Results and discussion: vertical ionisation of Si3

How much energy does it take to remove an electron from bent Si3, and why do HF and MP2 miss in opposite directions when the other levels nearly agree? The result ionisation energy IE is the energy of the doublet cation minus that of the singlet neutral at one fixed geometry, and the result level is the method and basis. Relative to CCSD(T) at 8.267 eV, HF lies 1.28 eV low and MP2 0.82 eV high, while every other row stays within 0.19 eV. CCSD(T) is only a yardstick, because the runs carry warnings of a large T1 diagnostic, spin contamination and a spin-unstable neutral, and have a finite basis and no spin-orbit term.

Vertical ionisation energies of Si3, computed with Ansatz 0.2.0 at the method and basis given in each row. The neutral is a singlet (charge 0 e) and the cation a doublet (charge +1 e), both at the same fixed PBE-D4/def2-TZVP geometry.

```
        result level  result ionisation energy (eV)
        HF/def2-TZVP                          6.989
       HF/def2-TZVPP                          6.986
    PBE-D4/def2-TZVP                          8.085
 r2SCAN-D4/def2-TZVP                          8.108
r2SCANh-D4/def2-TZVP                          8.109
   PBE0-D4/def2-TZVP                          8.143
r2SCAN0-D4/def2-TZVP                          8.106
  HSE06-D4/def2-TZVP                          8.137
  PBE-QIDH/def2-TZVP                          8.358
      MP2/def2-TZVPP                          9.083
     CCSD/def2-TZVPP                          8.211
  CCSD(T)/def2-TZVPP                          8.267
```

An IE is a difference of two energies, so it goes wrong when the two species are described unequally well. Part of the HF deficit is ordinary: the neutral has one more electron to correlate, so neglect of correlation usually penalises it more and lowers IE. Here a second imbalance sits in the reference determinants. The neutral is spin-restricted, whereas the cation is unrestricted and can lower its energy by placing α and β electrons in different regions, which imitates part of the correlation.

The HF/def2-TZVP cation shows this in S², the expectation value of total spin squared in units of ħ². A pure doublet has 0.75 and a quartet 3.75, so if a quartet of weight w is the only contaminant,

S² = 0.75(1 − w) + 3.75w
w = (1.594 − 0.75)/3 = 0.28

More than a quarter of the determinant is then the wrong spin state. Since the restricted neutral is itself flagged as unstable, letting it break spin symmetry would lower its energy and raise the HF value. The low HF result therefore combines neglected correlation with unequal freedom for the two species, and the numbers do not separate the two.

The neutral's highest occupied orbital gives a Koopmans value of 8.036 eV, only 0.231 eV below CCSD(T). This is a cancellation. Relaxation and spin breaking in the cation, with any change in which orbital loses the electron, lower IE by 1.047 eV, and the step from HF to CCSD(T) raises it by 1.278 eV. Agreement of this kind says nothing good about the HF description.

MP2 inherits the unequal references and turns the error around. Partly stretched H2 is the simple model: its unrestricted determinant puts α mainly on one atom and β mainly on the other and mixes in triplet. The broken orbitals widen the energy denominators, single excitations do not contribute at second order, and MP2 on this determinant recovers too little of the remaining correlation. The restricted determinant develops the opposite fault as the bond grows long, since its shrinking gap makes MP2 overshoot. For Si3 the analogy suggests a sign for the cation's error but no size. For the neutral it does not settle even the sign, because the restricted determinant keeps an HF orbital gap of about 7.3 eV.

Carried over to Si3, MP2 should leave the contaminated cation too high in energy, which makes IE too large. An overcorrelated neutral would add to this error and an undercorrelated one would reduce it, and the table does not separate the two shares. The table shows the signature: MP2 adds 2.097 eV to HF, 1.64 times the CCSD(T) shift, and CCSD takes back 0.872 eV. Theory attributes the recovery to the singles and the infinite-order doubles of CCSD, which relax the orbitals and remove much of the contaminant. The last step of 0.056 eV is small, but with a large T1 it does not prove convergence.

PBE-QIDH tests whether the MP2 excess passes into a double hybrid in proportion. Let IE be linear in the exact-exchange fraction a and the MP2 fraction c. The slope s comes from PBE and PBE0, ΔMP2 is the MP2 shift from HF, and ΔPBE, the shift due to PBE correlation, is the PBE line at a = 1 minus HF. PBE-QIDH, with a = 0.693 and c = 1/3, took no part in fixing these.

IE = IE(PBE) + a·s + c·(ΔMP2 − ΔPBE)
s = (8.143 − 8.085)/0.25 = 0.232 eV
ΔPBE = 8.085 + 0.232 − 6.989 = 1.328 eV
IE = 8.085 + 0.693 × 0.232 + (2.097 − 1.328)/3 = 8.246 + 0.256 = 8.502 eV

The computed 8.358 eV lies 0.144 eV below this and 0.112 eV above the exchange-only value, both far beyond rounding. Within the model, 0.44 of the expected excess appears. A plausible guess is that orbitals optimised with some semilocal exchange and correlation break spin symmetry less than HF orbitals. The almost pure PBE cation fits this guess but does not prove it for PBE-QIDH, which has much more exact exchange. The model itself is weak, however: it extrapolates from a quarter to full exact exchange and mixes two bases, whose effect on correlated energies is untested. The printed analysis after this text gives the differences row by row.

The six GGA, meta-GGA and hybrid rows span only 0.058 eV, and exact exchange, the usual cure for self-interaction, raises the PBE value slightly and leaves the r2SCAN family flat. Their mean lies 0.152 eV below CCSD(T). That offset should not be charged to the functionals yet, since the yardstick is uncertain, the bases differ, and the HF cation has a second solution only 0.108 eV higher. Whether all rows describe the same cation state is an open question.

The failure is thus recognised from S² far above the pure value, a stability warning, and a sequence HF, MP2, CCSD that overshoots and swings back. Where a cation breaks spin symmetry and its neutral is held restricted, look for HF below coupled cluster and MP2 above it. The size of the MP2 error need not follow S², however: in fully separated H2 the unrestricted determinant is half triplet, yet its energy is right and MP2 has nothing left to miss. Small silicon clusters, mostly carrying hydrogen, form in silane deposition plasmas, where ionisation energies enter the charge balance. For Si3 the HF and MP2 values are unfit as such input, and the remaining levels spread from about 8.1 to 8.4 eV, a range that is no error bar. The warnings do not fall equally on these levels: the T1 diagnostic applies only to coupled cluster, which here starts from the contaminated HF cation, whereas the PBE cation is almost a pure doublet. But all levels share one geometry, from a short isomer search, all omit the spin-orbit term, and any of them may have missed the lowest cation state. Errors from these sources need not show in the spread.

Output of the analysis:

```
Sides 2.19 2.19 2.86 A, apex angle 82 deg
Level, IE (eV), difference from CCSD(T) (eV, %); rounding of a difference 0.001 eV
  HF/def2-TZVP             6.989 -1.278 -15.5%
  HF/def2-TZVPP            6.986 -1.281 -15.5%
  PBE-D4/def2-TZVP         8.085 -0.182 -2.2%
  r2SCAN-D4/def2-TZVP      8.108 -0.159 -1.9%
  r2SCANh-D4/def2-TZVP     8.109 -0.158 -1.9%
  PBE0-D4/def2-TZVP        8.143 -0.124 -1.5%
  r2SCAN0-D4/def2-TZVP     8.106 -0.161 -1.9%
  HSE06-D4/def2-TZVP       8.137 -0.130 -1.6%
  PBE-QIDH/def2-TZVP       8.358 +0.091 +1.1%
  MP2/def2-TZVPP           9.083 +0.816 +9.9%
  CCSD/def2-TZVPP          8.211 -0.056 -0.7%
  CCSD(T)/def2-TZVPP       8.267 +0.000 +0.0%
Largest differences: HF/def2-TZVPP, HF/def2-TZVP, MP2/def2-TZVPP ; MP2 minus HF/TZVPP 2.097 eV
HF basis change TZVP to TZVPP -0.003 eV
Frozen-orbital bracket: 6.350 < HF 6.989 < Koopmans 8.036 eV
  Koopmans minus HF (relaxation + spin breaking) 1.047 eV; HF minus lower end 0.639 eV
  Koopmans minus CCSD(T) -0.231 eV; CCSD(T) minus HF/TZVP +1.278 eV
UHF cation S^2 1.594 (pure 0.75), quartet weight if quartet only 28%
  second solution +0.108 eV, S^2 1.467, weight 24%
Correlation shift MP2      +2.097 eV, 1.64 of the CCSD(T) shift
Correlation shift CCSD     +1.225 eV, 0.96 of the CCSD(T) shift
Correlation shift CCSD(T)  +1.281 eV, 1.00 of the CCSD(T) shift
Steps: MP2 to CCSD -0.872, CCSD to CCSD(T) +0.056 eV
Six DFT rows: mean 8.115, spread 0.058, mean minus CCSD(T) -0.152 eV
  second-solution gap over: DFT offset 0.71, MP2 excess 0.13, HF deficit 0.08
Exact-exchange slope (eV per unit fraction, rounding 0.004): PBE +0.232, r2SCAN -0.009
  r2SCAN line residuals (eV): -0.0007 +0.0012 -0.0005
  PBE0 minus PBE +0.058, HSE06 minus PBE0 -0.006 eV
PBE line extrapolated to full exact exchange 8.317 eV, minus HF 1.328 eV (long extrapolation)
PBE-QIDH 8.358 eV, exchange fraction 0.693, MP2 fraction 0.333, rounding 0.002 eV
  exchange only: model 8.246, table minus model +0.112 eV
  with a third of the HF-based MP2 excess (+0.256): model 8.502, table minus model -0.144 eV
  share of that excess seen in PBE-QIDH 0.44
```
